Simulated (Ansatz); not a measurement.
# Abstraction of H: CH2ClI + C2H7InN → CHClI + C2H8InN

Species: CH2ClI (chloroiodomethane) `ClCI`, singlet; C2H7InN `C[CH2][In][NH2]`, doublet; CHClI `Cl[CH]I`, doublet; C2H8InN `C[CH2][InH][NH2]`, singlet. A radical takes H: the energy is the difference in strength between the C–H bond broken and the In–H bond made.

Shapes, held fixed at every level: PBE0-D4/def2-TZVP. Flexible molecules stand in one conformer, not always the lowest. Programs: Ansatz 0.2.0. Electronic energies: no zero-point or thermal term.

Q: Estimate ΔE of this reaction.

A: The highest level, CCSD(T)/def2-TZVPP, gives ΔE = +116.8 kJ/mol; the levels span +104.5 to +129.8. The column of differences is taken from that level and isn't an error. No measured value is set beside it here. Open shells run unrestricted. For atoms past krypton def2 sets carry core potentials with scalar relativity. Outer-core shells of I, In are correlated in most correlated rows, in sets that cover them unevenly.

```tsv
level	kind	ΔE (kJ/mol)	less CCSD(T)/def2-TZVPP
MP2/def2-TZVPP	perturbation theory	+129.8	+13.0
HF/def2-TZVPP	Hartree–Fock	+104.5	-12.3
PBE-D4/def2-TZVPP	GGA	+121.4	+4.6
B3LYP-D4/def2-TZVPP	global hybrid	+123.5	+6.7
wB97X-V/def2-TZVPP	range-separated hybrid	+107.0	-9.8
CCSD/def2-TZVPP	coupled cluster or CI	+115.0	-1.8
CCSD(T)/def2-TZVPP	coupled cluster or CI	+116.8	0.0
```

Hydrogen transfer from chloroiodomethane to the indium-centred radical is clearly uphill at every level, so the C–H bond broken is substantially stronger than the In–H bond made. Carbon's compact valence orbitals overlap well with hydrogen 1s, whereas indium's diffuse 5s and 5p orbitals do so less effectively. The 5s character of the unpaired electron in the indium radical probably also reduces the gain from forming the In–H bond. Chlorine and iodine lone pairs can stabilise the carbon radical, but not enough to reverse the balance.

Hartree–Fock gives the smallest reaction energy and MP2 the largest, which suggests that correlation favours the C–H side and that second-order theory overstates this preference. Perturbative triples shift the CCSD value by little, so the sign does not hinge on them. The reverse reaction, hydrogen donation from the indium hydride to the halogenated carbon radical, is correspondingly downhill in electronic energy, but its rate depends on a barrier that these reaction energies do not determine.
